Indium phosphide is a semiconductor in which each atom has four neighbours of the other kind. A crystal of it is squeezed and stretched evenly in a density-functional calculation, and its response to an electric field is computed with the nuclei held still. The resulting electronic dielectric constant $\varepsilon$ is the square of the refractive index for light well below the band gap but too fast for the nuclei to follow. The crystal is cubic, so its three directions give the same value. The row at 25.77 Å³ per atom is the unstrained crystal.

Ansatz 0.2.0, density-functional theory with r2SCAN for InP (F-43m, 2-atom cell) under hydrostatic strain, without spin polarisation or spin–orbit coupling. Plane waves with PAW potentials, cutoff 500 eV, 6×6×6 k mesh, fixed occupations. The electronic dielectric constant is the linear response to a homogeneous field with the nuclei held fixed.

| volume (Å³/atom) | shortest distance (Å) | electronic dielectric xx |
| --- | --- | --- |
| 22.801 | 2.456 | 8.860 |
| 23.521 | 2.481 | 9.014 |
| 24.256 | 2.507 | 9.206 |
| 25.006 | 2.532 | 9.442 |
| 25.771 | 2.558 | 9.733 |
| 26.552 | 2.584 | 10.092 |

**(a) A simple first estimate gives each atom a fixed polarisability, so that $\varepsilon-1$ follows the density. Does this work here, and if not, what does it leave out?**

*Solution.* Let $V$ be the volume per atom. With fixed polarisability, and with the fields that polarised atoms exert on their neighbours neglected, $\varepsilon-1$ is proportional to $1/V$. The unstrained row sets the constant. For the most expanded crystal this gives

$$\varepsilon = 1 + 8.733\times\frac{25.77}{26.55} = 9.48 .$$

The calculation gives 10.09. The estimate moves down from the unstrained value of 9.73, while the computed value moves up. The failure is therefore one of sign, and adjusting the constant would not cure it.

The estimate is right for a simpler system, a dilute gas such as nitrogen. Expanding the gas moves the molecules apart but leaves the bonds inside them unchanged, so each molecule responds as before and there are fewer of them in a given volume. The comparison ends where the bonds themselves are stretched. In InP the crystal is one network of bonds, and the shortest distance grows from 2.456 to 2.584 Å along the series.

A longer bond has weaker overlap between neighbouring orbitals. This brings filled bonding states and empty antibonding states closer in energy, and a field then mixes them more easily. Expansion thus has two opposite effects: fewer electrons per volume, and electrons that are easier to displace. The fixed polarisability keeps only the first.

**(b) The band gap falls from 1.73 to 0.85 eV along the series. Can it serve as the measure of how easily the electrons are displaced?**

*Solution.* The sum rule for the strengths of electronic transitions allows the whole response to be written with one effective energy $E$, the mean gap:

$$\varepsilon-1=\frac{(\hbar\omega_p)^2}{E^2},\qquad (\hbar\omega_p)^2=4\pi e^2\,\frac{\hbar^2}{m}\,\frac{4}{V}.$$

Here $\hbar\omega_p$ is the plasma energy, $e$ and $m$ are the charge and mass of the electron, and 4 is the number of valence electrons per atom. The filled d shell of indium is left out because it lies about 15 eV below the valence edge and responds little. This count sets the scale of $E$, so the mean gap is a useful effective quantity and need not match the energy of any particular transition.

Suppose first that $E$ changes in the same proportion as the band gap. The model then runs from 4.47 to 13.31 across the series, where the calculation runs from 8.86 to 10.09. The direction is now right, but the change is about seven times too large. A response that varies gently while the band gap halves is the sign that the band gap is the wrong yardstick.

The reason is that the band gap belongs to one point of the band structure, the zone centre, whereas the field mixes filled and empty states throughout it. For the unstrained crystal,

$$(\hbar\omega_p)^2=4\pi\times14.4\times7.62\times\frac{4}{25.77}=214\ \text{eV}^2,\qquad E=\sqrt{\frac{214}{8.733}}=4.95\ \text{eV}.$$

The mean gap is nearly five times the band gap. A shift of a few tenths of an electronvolt is a large part of the one and a small part of the other.

This suggests a better assumption: $E$ shifts by the same number of electronvolts as the band gap, not by the same percentage. In the most compressed crystal the band gap is $1.728-1.025=0.703$ eV wider than in the unstrained one, so $E=4.95+0.70=5.65$ eV. Hence

$$\varepsilon=1+8.733\times\frac{25.77}{22.80}\times\left(\frac{4.95}{5.65}\right)^2\approx8.6 .$$

The calculation gives 8.86. The unstrained row fixed the starting value and is no test of the model; the compressed row is one. The error is about 3% of $\varepsilon$, but about a third of the change caused by the compression. The model gives the right direction and roughly the right size, with somewhat too strong an effect.

The excess has a likely source. Between 23.52 and 25.77 Å³ per atom the gap at the zone centre falls by 0.53 eV, but at two other points of the band structure it falls by only 0.38 and 0.17 eV. Shifting the mean gap by the full change at the zone centre therefore exaggerates the softening. The mean gap itself falls by 0.46 eV over the same rows, more than the gap at either of those two points. Easy transitions weigh more heavily in it than hard ones, and deeper filled bands and changes in the strengths of the transitions may contribute as well. The effective gap absorbs all of these and does not separate them.

The computed values can now be read as a contest. From the first row to the last the volume grows by a factor $26.55/22.80=1.16$, which lowers $\varepsilon-1$. The mean gap falls from 5.55 to 4.78 eV, which raises it by a factor $(5.55/4.78)^2=1.35$. Softening wins, and $\varepsilon-1$ grows by $1.35/1.16=1.16$. This split restates the computed values and does not test the model, because these mean gaps were themselves obtained from $\varepsilon$. For a related crystal it could predict the direction only if the change of the mean gap were estimated independently.

**(c) The steps in $\varepsilon$ grow from 0.15 to 0.36 as the crystal expands. The program states an error of about a third of a percent of $\varepsilon-1$ in each row. Does that settle how accurate the growth is?**

*Solution.* It does not, because the stated error keeps almost the same share of $\varepsilon-1$ while the band gap halves. The calculation replaces a continuous band structure by a mesh of points. In the unstrained crystal the gap is 1.02 eV at the zone centre and already 2.40 eV at the neighbouring mesh point. The mesh thus covers the pocket of small gaps around the zone centre only coarsely.

Such a pocket needs care because easy transitions count heavily. For a given coupling between two states, measured by the electron's momentum, the contribution to $\varepsilon$ varies as the inverse cube of their energy difference. Halving that difference multiplies the contribution by eight. As the gap closes, the contribution becomes more sharply peaked around the zone centre, and a fixed mesh follows it less well.

The growing steps are not in themselves a symptom of this error. The shifted-gap model of part (b) contains no sum over the mesh apart from its starting value, and its steps grow too, because the same loss in electronvolts matters more as the mean gap shrinks. They grow by only about half, however, while the computed steps more than double. The rest of the growth may come from the pocket itself or from its coarse sampling, and the table cannot tell which. The rise of $\varepsilon$ on expansion thus has a clear physical basis, while the exact growth of its steps remains untested. Repeating the two end rows on a denser mesh would show how much of the difference between them depends on the sampling.

The functional makes the pocket harder to sample. The unstrained band gap is about 0.4 eV below the measured one, taken here as roughly 1.4 eV. Semilocal functionals tend to place empty states too close to filled ones because they treat exchange between distant electrons only approximately. Spin–orbit coupling, left out here, would narrow the gap slightly further and so does not explain the shortfall. The size of the cell matters too: in this series the gap falls by about 0.18 eV for each percent added to the cell edge, so a computed cell slightly too large would account for part of the shortfall.

The computed band gap and the computed refractive index therefore deserve different degrees of trust. An error of a few tenths of an electronvolt is serious for the wavelength at which absorption begins, since that is set by the band gap itself. The refractive index depends on the much larger mean gap and is less sensitive to the same error. The printed output below compares the three assumptions about the mean gap row by row.

Numerical output:

```
Dielectric constant computed and from three pictures anchored at the unstrained row:
     row  computed  fixed mean gap  mean gap proportional to band gap  mean gap shifted with band gap
  22.801      8.86           10.87                               4.47                           8.567
  23.521     9.014           10.57                              5.166                           8.812
  24.256     9.206           10.28                               6.14                           9.087
  25.006     9.442              10                              7.557                           9.393
  25.771     9.733           9.733                              9.733                           9.733
  26.552     10.09           9.476                              13.31                           10.11
Gaps in eV:
     row  band gap  effective mean gap
  22.801     1.728               5.548
  23.521     1.553               5.409
  24.256     1.377               5.264
  25.006     1.201               5.111
  25.771     1.025                4.95
  26.552    0.8503                4.78
Change of dielectric constant from first to last row, computed: 1.232
Same change with fixed mean gap: -1.394
Same change with mean gap proportional to band gap: 8.844
Same change with mean gap shifted with band gap: 1.54
Largest miss of the shifted picture: 0.2933
Fall of band gap from first to last row in eV: 0.8782
Fall of band gap in percent: 50.81
Fall of effective mean gap from first to last row in eV: 0.7677
Fall of effective mean gap in percent: 13.84
Fall of gap at Gamma from volume 23.521 to 25.771 in eV: 0.5283
Fall of direct gap at fourth k point over the same rows in eV: 0.3835
Fall of direct gap at thirteenth k point over the same rows in eV: 0.1733
Direct gap at the mesh point next to Gamma in the unstrained row in eV: 2.396
Ratio of that gap to the gap at Gamma: 2.338
Smallest step of dielectric constant between rows: 0.154
Largest step of dielectric constant between rows: 0.359
Smallest stated error as percent of dielectric constant less one: 0.3308
Largest stated error as percent of dielectric constant less one: 0.3435
Rough shortfall of the unstrained band gap against measurement in eV: 0.3751
```
